# Appendix: Response of a doped-oxide diffusion to single changes in the process

## A.1 The question

A thick borosilicate glass lies on n-type silicon at 1000 °C. The anneal time, glass composition, segregation coefficient, either diffusivity, temperature or interface is changed, one at a time. What are the sign and size of the response in surface concentration, dose and junction depth?

## A.2 The result

The glass fills $x<0$ with initial boron concentration $C_0$. Silicon fills $x>0$ and holds no boron at $t=0$. The interface is fixed, the diffusivities $D_{ox}$ and $D_{Si}$ are constant, and the interface is in local equilibrium with $m=C_{Si}(0)/C_{ox}(0)$. Some authors use the inverse ratio. With $L_i=2\sqrt{D_it}$, the diffusion equation and initial condition on each side are met by

$$C_{ox}=C_0-A\,\mathrm{erfc}(-x/L_{ox}),\qquad C_{Si}=C_s\,\mathrm{erfc}(x/L_{Si}).$$

The fluxes at $x=0$ are $A\sqrt{D_{ox}/\pi t}$ and $C_s\sqrt{D_{Si}/\pi t}$. Equating them gives $A=rC_s$ with $r=\sqrt{D_{Si}/D_{ox}}$, and time drops out. Segregation requires $C_s=m(C_0-A)$, so

$$C_s=\frac{mC_0}{1+mr},$$

the thick-source result of Barry and Olofsen (1969). For $mr\gg1$ it tends to the source-limited value $C_0\sqrt{D_{ox}/D_{Si}}$, and for $mr\ll1$ to $mC_0$. The dose and the junction depth on a background $C_B$ are

$$Q=C_sL_{Si}/\sqrt{\pi},\qquad x_j=uL_{Si},\quad \mathrm{erfc}\,u=C_B/C_s .$$

The interface flux can be written

$$J\sqrt{\pi t}=\frac{C_0}{1/\sqrt{D_{ox}}+1/(m\sqrt{D_{Si}})},$$

which is two resistances in series. The glass carries the share $s=mr/(1+mr)$. Logarithmic differentiation gives

$$d\ln C_s=d\ln C_0+(1-s)\,d\ln m+\tfrac{s}{2}\,(d\ln D_{ox}-d\ln D_{Si}),$$

$$d\ln Q=d\ln C_s+\tfrac12 d\ln(D_{Si}t),\qquad d\ln x_j=\kappa\,d\ln C_s+\tfrac12 d\ln(D_{Si}t),$$

with $\kappa=\sqrt{\pi}\,e^{u^2}\mathrm{erfc}(u)/(2u)$.

## A.3 Reference case

Typical approximate inputs at 1000 °C (1273.15 K) are $D_{Si}=1.5\times10^{-14}$ cm²/s (intrinsic), $D_{ox}=3\times10^{-18}$ cm²/s (dilute oxide) and $m=0.2$. We choose $t=1$ h, $C_B=10^{15}$ cm⁻³ and $C_0=10^{20}$ cm⁻³. With about $2.2\times10^{22}$ SiO₂ units per cm³ this is 0.2 mol % B₂O₃, chosen dilute so that $C_s$ stays below the intrinsic carrier density.

Then $r=70.7$, $mr=14.1$, $s=0.934$ and $1-s=0.066$. The model gives $C_s=1.3\times10^{18}$ cm⁻³ against a source limit of $1.4\times10^{18}$ cm⁻³. Further, $L_{Si}=147$ nm, $L_{ox}=2.1$ nm, $Q=1.1\times10^{13}$ cm⁻², $u=2.38$, $x_j=0.35$ µm and $\kappa=0.082$. A glass some tens of nanometres thick is semi-infinite on this scale.

## A.4 Prediction by reasoning

**Time, ×4.** Both resistances scale alike with time, so $C_s$ stays fixed while $Q$ and $x_j$ double.

**Glass concentration, ×2.** The problem is linear, so $C_s$ and $Q$ double. The junction sits in the steep tail and moves only by $2^{\kappa}=1.06$.

**Segregation coefficient, ×2.** This lowers the smaller resistance. The estimate is $2^{1-s}=1.05$, an overestimate because $1-s$ shrinks as $m$ grows. No value of $m$ can raise $C_s$ by more than $1/s=1.07$. A coefficient near 10, typical of phosphorus, with the other inputs held fixed, already gives 1.07. Exchanging the dopant therefore acts almost wholly through $D_{Si}/D_{ox}$.

**Oxide diffusivity, ×4,** as hydrogen or fluorine in the oxide can cause. The dominant resistance halves, and $C_s$ and $Q$ should rise by $4^{s/2}=1.91$, somewhat less in fact since $s$ falls.

**Silicon diffusivity, ×4,** as from an interstitial excess held constant during the anneal. The glass fixes the supply and the silicon spreads it further. The estimates are $4^{-s/2}=0.52$ for $C_s$, $4^{(1-s)/2}=1.05$ for $Q$ and $4^{(1-\kappa s)/2}=1.90$ for $x_j$. An excess that decays in time would make $r$, and hence $C_s$, time dependent.

**Temperature, 1000 to 1050 °C.** Take approximate activation energies $E_{Si}=3.46$ eV, $E_{ox}=3.53$ eV and $E_m=0.9$ eV, each factor being $e^{-E/k_BT}$. The quantity $1/k_BT$ falls by $\Delta=0.344$ eV⁻¹. The two large energies nearly cancel in $C_s$. The term $(1-s)E_m\Delta$ gives +2.0 % and $\tfrac{s}{2}(E_{ox}-E_{Si})\Delta$ gives +1.1 %. The dose has the apparent energy $sE_{ox}/2+(1-s)(E_m+E_{Si}/2)=1.82$ eV and should rise by 1.87.

**Undoped interlayer, $d=1$ nm,** of the order of a native oxide. Since $d/L_{ox}=0.48$, a loss of about half the surface concentration is expected. The case is solved exactly if the interlayer has the diffusivity of the glass. Let the boron start at $x<-d$ and add a reflected term:

$$C_{ox}=\tfrac{C_0}{2}\left[\mathrm{erfc}\frac{x+d}{L_{ox}}+\rho\,\mathrm{erfc}\frac{d-x}{L_{ox}}\right],\qquad C_{Si}=B\,\mathrm{erfc}\frac{x+rd}{L_{Si}} .$$

Because $L_{Si}=rL_{ox}$, all arguments equal $a=d/L_{ox}$ at $x=0$. Segregation gives $B=mC_0(1+\rho)/2$ and flux continuity gives $rB=C_0(1-\rho)/2$. Hence $\rho=(1-mr)/(1+mr)$ and $B=C_s$. The profile is the former one with its first $rd=71$ nm removed. The surface value $C_s\,\mathrm{erfc}\,a$ now grows with time, the dose is multiplied by $e^{-a^2}-\sqrt{\pi}\,a\,\mathrm{erfc}\,a$, and $x_j$ shrinks by $rd$.

## A.5 Calculation

The closed forms give these ratios to the reference case. At 1050 °C, $D_{Si}$, $D_{ox}$ and $m$ are multiplied by 3.29, 3.37 and 1.36.

| Change | $C_{Si}(0,t)$ | $Q$ | $x_j$ |
|---|---|---|---|
| $t\times4$ | 1.00 | 2.00 | 2.00 |
| $C_0\times2$ | 2.00 | 2.00 | 1.06 |
| $m\times2$ | 1.03 | 1.03 | 1.00 |
| $D_{ox}\times4$ | 1.88 | 1.88 | 1.05 |
| $D_{Si}\times4$ | 0.52 | 1.03 | 1.89 |
| 1050 °C | 1.03 | 1.87 | 1.82 |
| $d=1$ nm | 0.50 | 0.37 | 0.80 |

All predicted signs hold, and the power-law estimates depart from the table only because $s$ and $\kappa$ drift over finite changes. The small rise of $C_s$ with temperature is not robust. Each 0.1 eV in $E_{ox}-E_{Si}$ shifts it by 1.6 %, and the linearised sign reverses for $E_{ox}-E_{Si}<-2(1-s)E_m/s=-0.13$ eV. The oxide energy is typically uncertain by more than that, so the safe prediction is a $C_s$ constant within several per cent.

## A.6 Size of the neglected concentration dependence

Let boron move mainly by a mechanism proportional to $p/n_i$, aided by the built-in field, with $n_i\approx7\times10^{18}$ cm⁻³ as a typical value at 1000 °C. Local neutrality applies. With the compiled static dielectric constant 11.7 (300 K, Ioffe Institute), used here at 1273 K, the Debye length $\sqrt{\varepsilon k_BT/2q^2n_i}$ is 2.3 nm, far below $L_{Si}$. With $z=C/2n_i$ and $C_B\ll n_i$, one has $p/n_i=z+\sqrt{1+z^2}$ and a field factor $1+z/\sqrt{1+z^2}$. Their product is $1+2z$ to first order, so $D=D_{Si}(1+\beta c)$ with $c=C/C_s$ and $\beta=C_s/n_i=0.19$.

The profile still depends only on $\eta=x/L_{Si}$, so $C_s$ remains independent of time. The variable $U=c+\beta c^2/2$ obeys $(1+\beta c)U''=-2\eta U'$. To first order,

$$U'=U'(0)\,e^{-\eta^2}\,[1+\beta g(\eta)],\qquad g=\int_0^\eta 2y\,\mathrm{erfc}\,y\,dy .$$

Integration from $U(0)=1+\beta/2$ to $U(\infty)=0$ needs $\tfrac{2}{\sqrt\pi}\int_0^\infty e^{-\eta^2}g\,d\eta=\tfrac12-\tfrac1\pi$, and yields $U'(0)=-\tfrac{2}{\sqrt\pi}(1+\beta/\pi)$. The flux is proportional to $U'(0)$, so $r$ is replaced by $r(1+\beta/\pi)$ in the interface balance. Then $C_s$ falls by $s\beta/\pi$, about 6 %, and $Q$ rises by $(1-s)\beta/\pi=0.4$ %. In the tail $g\to\tfrac12$, the amplitude gains $\beta[\tfrac12+(1-s)/\pi]$, and $x_j$ grows by $\kappa$ times this, 0.8 %.

A ratio of surface concentrations is multiplied by one minus the change in $s\beta/\pi$. The $C_0$ entry becomes 1.9, the $D_{ox}$ entry 1.8 and the $D_{Si}$ entry 0.53, while the $m$ entry stays 1.03. At 1050 °C, with $n_i\approx9\times10^{18}$ cm⁻³, the correction adds +1.0 %, comparable to the two terms kept in A.4.

## A.7 Reading the pattern

In the source-limited regime the dose follows $C_0\sqrt{D_{ox}t}$, the depth follows $\sqrt{D_{Si}t}$, and the surface concentration follows their ratio. A drop in $C_s$ at nearly constant dose points to the silicon. A common drop in $C_s$ and $Q$ with little change in depth points to the glass. A loss of depth with a surface value that rises in time points to an interlayer.

The absolute numbers are the model's. Values of $D_{ox}$ typically scatter by a factor of ten or more, and a tenfold increase raises $C_s$ and $Q$ by a factor of 2.8 here. Glasses of several mol % B₂O₃ typically give surface concentrations of $10^{19}$ to $10^{20}$ cm⁻³. There $\beta$ exceeds unity, the silicon profile is more box-like and deeper than the erfc form predicts, and $D_{ox}$ itself rises with boron content.